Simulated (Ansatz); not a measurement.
Ligand exchange: C2H7BO + C2H7AlS → C2H7BS + C2H7AlO

Gas-phase species: C2H7BO `CCBO`, singlet; C2H7AlS `C[CH2][AlH][SH]`, singlet; C2H7BS `CCBS`, singlet; C2H7AlO `C[CH2][AlH][OH]`, singlet. The partners trade OH for SH: B–OH and Al–SH bonds give way to B–SH and Al–OH.

Shapes, held fixed at every level: PBE0-D4/def2-TZVP. Flexible molecules stand in one conformer, not always the lowest. Programs: Ansatz 0.2.0. The zero-point and thermal change to 298 K, harmonic and unscaled (PBE0-D4/def2-TZVP), is -3.0 kJ/mol.

(1) Estimate ΔH(298 K) of this reaction.

## Answers

(1) The highest level, CCSD(T)/CBS estimate, gives ΔH(298 K) = +24.6 kJ/mol; the levels span +21.7 to +35.9. The column of differences is taken from that level and isn't an error. No measured value is set beside it here. The CBS estimate extrapolates MP2 from def2-TZVPP and def2-QZVPP and adds CCSD(T) − MP2 in the triple-zeta set, cores frozen.

| level | kind | ΔH(298 K) (kJ/mol) | less CCSD(T)/CBS estimate |
| --- | --- | --- | --- |
| B3LYP-D4/def2-TZVPP | global hybrid | +24.2 | -0.4 |
| r2SCAN0-D4/def2-TZVPP | global hybrid | +26.8 | +2.2 |
| MP2/def2-TZVPP | perturbation theory | +21.7 | -2.9 |
| CCSD/def2-SVP | coupled cluster or CI | +35.9 | +11.3 |
| CCSD(T)/def2-TZVPP | coupled cluster or CI | +24.7 | +0.1 |
| CCSD/def2-TZVPP | coupled cluster or CI | +25.5 | +0.9 |
| CCSD(T)/CBS estimate | coupled cluster or CI | +24.6 | 0.0 |

The exchange is endothermic at every level, with +24.6 kJ/mol at the highest, so the OH group favours boron and the SH group is left to aluminium. This is a relative preference: it doesn't mean that Al–SH is stronger than Al–OH, only that replacing OH by SH costs more at boron. The main reason is probably the compact B–O bond, in which an oxygen lone pair donates into the empty boron 2p orbital. Sulfur's more diffuse 3p orbitals match boron less well, while the more polar Al–O bond depends less on such π donation. Aluminium's strong affinity for oxygen therefore offsets the loss at boron only in part.

The outlying +35.9 comes from the basis set rather than from missing triples, since CCSD falls to +25.5 in the triple-zeta set and adding triples there changes little. The preference applies to isolated monomers and needn't carry over to condensed phases, where aluminium hydroxides and thiolates readily associate through bridging ligands.
